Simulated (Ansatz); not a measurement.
# Pressure and energy of rock-salt TiC between −10 % and +6 % in volume, calculated with PBE

We calculate the pressure and the energy of rock-salt TiC in a 64-atom cell that is squeezed or stretched evenly along all three axes. The question is how both quantities follow the volume, and how few constants are enough to describe them. This matters wherever a carbide grain is squeezed or stretched evenly by its surroundings, since the curve gives the pressure that builds up and the energy that is stored. Volume changes and energies count from the relaxed cell, at 10.1630 Å³/atom. Pressure is absolute, positive under compression and negative under tension. The level is PBE with plane waves to 420 eV, for a static lattice at 0 K.

## How the numbers were made

One cell of 64 atoms, TiC in reduced formula. Start: rock-salt NbC, 2 x 2 x 2 conventional cells, 32 of 32 Nb sites given to Ti at random (x = 1.000), lattice by Vegard's rule (a = 4.328 Å); not relaxed, displaced by a Gaussian of 0.02 Å. Cell and atoms were then relaxed in DFT. From that cell the volume was scaled evenly, and a relaxation of the atoms was started at each fixed cell; the forces were already below the tolerance, so the atoms kept their scaled positions. Ansatz 0.2.0: Kohn-Sham DFT with PBE, PAW potentials, plane waves to 420 eV, k-points 2×2×2, no spin polarisation, no spin-orbit coupling. Occupations: Fermi-Dirac smearing of 0.05 eV. The cutoff and the k-mesh are held, so the number of plane waves changes with the volume. In the run that the rows count from, the cell has a density of 4.89 g/cm³ and a pressure of 0.0 GPa, and its k-points sample 17 Å along the shortest periodic direction.

Notes on method and selection:

- Cells built by rule (random alloys, stacks, cuts and interfaces) are models; they needn't be known phases.
- All values are for 0 K, without vibrations.
- Too few of these runs have a clean gap for a gap column: frontier levels are partly filled, the cells are metallic on their meshes, or the meshes miss the band edges.
- Where atoms are relaxed at each volume, a cell can fall into another minimum, and loose force tolerances leave some of the strain unrelaxed.
- Series whose pressures fit the equation of state badly weren't written up.
- Runs that did not converge, have known faults or may not be shown are not listed, and runs on Ansatz's PAW sets soft_1 and soft_2 are kept to separate tables.

Columns:

- volume change (%): change of the cell's volume from the relaxed cell, all three axes scaled alike.
- volume (Å³/atom): volume per atom.
- pressure (GPa): pressure, a third of the trace of the stress, positive under compression, without a kinetic term.
- energy (meV/atom): free energy per atom less that of the relaxed cell.

## Results

| member | volume change (%) | volume (Å³/atom) | pressure (GPa) | energy (meV/atom) |
| --- | --- | --- | --- | --- |
| −10 % | −10 | 9.1467 | 32.588 | 94.728 |
| −6 % | −6 | 9.5532 | 17.561 | 31.777 |
| −3 % | −3 | 9.8581 | 8.127 | 7.540 |
| relaxed cell | 0 | 10.1630 | 0.012 | 0.000 |
| +3 % | 3 | 10.4678 | −6.976 | 6.775 |
| +6 % | 6 | 10.7727 | −12.984 | 25.929 |

Least-squares fits to the whole series, with x = volume change (%); R² and errors in the fitted variable (y, or ln y where the fit is in ln y):

| y | members | fit | R² | rms residual | leave-one-out rms | the same for the mean of the others |
| --- | --- | --- | --- | --- | --- | --- |
| pressure (GPa) | 6 | y = −0.1054 − 2.551 x + 0.07078 x² | 1.00 | 0.13 | 0.45 | 18 |
| energy (meV/atom) | 6 | y = −1.425 − 0.5553 x + 0.8934 x² | 1.00 | 1.6 | 5.6 | 38 |

## Mechanism

Pressure falls from row to row as the volume grows, from 32.588 GPa at −10 % to −12.984 GPa at +6 %. Energy rises on both sides of the relaxed cell, and more steeply under compression: 31.777 meV/atom at −6 % against 25.929 at +6 %. The lattice also softens as it expands. Between −10 % and −6 % the pressure changes by (32.588 − 17.561) / 4 = 3.757 GPa per percent of volume, between +3 % and +6 % by only (12.984 − 6.976) / 3 = 2.003.

The accepted cause is common to bonded solids, though the rows show only its effect. Repulsion between overlapping electron shells, and the kinetic energy of the confined electrons, climb quickly as atoms approach, while the bonding attraction varies more slowly. The energy well is therefore steeper on its short side.

The simplest model that carries this skew has two constants. Let s = (V − V₀)/V₀, with V₀ the relaxed volume per atom.

1. The lattice is static and scales evenly, so energy depends on volume alone and P = −dE/dV = −(1/V₀) dE/ds.
2. The relaxed cell is at zero pressure (the table has 0.012 GPa), so E has no term linear in s.
3. The strain is small enough to stop at the third power:

E = V₀ (½ B₀ s² − ⅓ C s³)

Differentiating gives

P = −B₀ s + C s²

B₀ is the bulk modulus at the relaxed volume, the resistance to a small even squeeze. C is the skew: it adds pressure under compression and weakens the tension under expansion.

The bulk modulus at any volume is B = −V dP/dV = (1 + s)(B₀ − 2 C s). Near s = 0 it changes with pressure at the rate B₀′ = 2C/B₀ − 1, so C also tells how fast the material stiffens when pressed.

## The model against the table

We fix the constants on the −3 % and +3 % members. Their difference in pressure gives B₀ and their sum gives C:

B₀ = (8.127 + 6.976) / 0.06 = 251.7 GPa

C = (8.127 − 6.976) / (2 × 0.0009) = 639.4 GPa

The stiffening rate is then B₀′ = 2 × 639.4 / 251.7 − 1 = 4.1, an ordinary value for a solid.

Pressures of the three other strained members, with s² = 0.06 × 0.06 = 0.0036 or 0.10 × 0.10 = 0.0100:

- −6 %: 251.7 × 0.06 + 639.4 × 0.0036 = 17.40 GPa; table 17.561.
- +6 %: −251.7 × 0.06 + 639.4 × 0.0036 = −12.80 GPa; table −12.984.
- −10 %: 251.7 × 0.10 + 639.4 × 0.0100 = 31.56 GPa; table 32.588.

The same constants give energies, although no energy was used to fix them. With 1 GPa Å³ = 6.242 meV, the prefactor is 10.1630 × 6.242 = 63.44 meV/atom per GPa, and the cube of 0.06 is 0.06 × 0.0036 = 0.000216:

- −6 %: 63.44 × (0.5 × 251.7 × 0.0036 + 639.4 × 0.000216 / 3) = 31.66 meV/atom; table 31.777.
- +6 %: 63.44 × (0.5 × 251.7 × 0.0036 − 639.4 × 0.000216 / 3) = 25.82 meV/atom; table 25.929.
- −10 %: 63.44 × (0.5 × 251.7 × 0.0100 + 639.4 × 0.001 / 3) = 93.36 meV/atom; table 94.728.

## Departures from the trend

Largest departures from the fit to the whole series:

| member | pressure (GPa) | fit | computed − fit | in rms residuals |
| --- | --- | --- | --- | --- |
| −6 % | 17.561 | 17.749 | −0.188 | 1.5 |
| +3 % | −6.976 | −7.121 | +0.145 | 1.1 |
| +6 % | −12.984 | −12.863 | −0.121 | 0.9 |
| relaxed cell | 0.012 | −0.105 | +0.117 | 0.9 |

The model gives too little pressure under compression, by 0.16 GPa at −6 % and 1.02 GPa at −10 %, and too little tension at +6 %, by 0.18 GPa. The third assumption fails: the next power of s is no longer small.

That term, with the ±3 % members held fixed, adds −D s (s² − 0.0009) to the pressure. The mean miss at ±6 % gives D = 0.17 / (0.06 × (0.0036 − 0.0009)) ≈ 1050 GPa. At −10 % it then adds 1050 × 0.10 × 0.0091 = 0.96 GPa, nearly all of the miss. In energy it adds 63.44 × 1050 × (0.0001 / 4 − 0.0009 × 0.01 / 2) = 1.4 meV/atom, which matches the shortfall there.

This agreement also bears on a warning from the program, that the self-consistency threshold was loose for a stress at the changed volumes. Any resulting error in pressure is too small to upset the match with the energies.

The printed parabola for the energy has no cubic term at all. It makes up for the skew with a false minimum near +0.3 %, and its rms residual is 1.6 meV/atom.

## Closing remarks

Two constants reproduce the pressure within 0.2 GPa from −6 % to +6 %; at −10 % a third is needed.

No omitted effect that we know of rivals the table's full pressure range of 32.588 + 12.984 = 45.572 GPa, but two can exceed the model's largest miss. Zero-point vibration would add roughly 2 GPa at a given volume, pushing the lattice outwards. PBE also misses lattice lengths, by an amount that differs from solid to solid, and a lattice that is too long makes the pressure at a given volume too high. For TiC we can gauge this if the start lattice of 4.328 Å is taken as the real one. Its volume is 4.328 × 4.328 × 4.328 / 8 = 10.134 Å³/atom. The relaxed cell is larger by a fraction (10.1630 − 10.134) / 10.134 = 0.0029, which is worth 251.7 × 0.0029 = 0.7 GPa. But the calculated lattice still lacks the zero-point push, and with it PBE's own error comes to about 0.7 + 2 = 2.7 GPa; thermal expansion would add to that if the real lattice was measured warm. The cutoff, the k-mesh and the PAW set (soft_2) are the same in every run, so the table can't show how large their errors are.
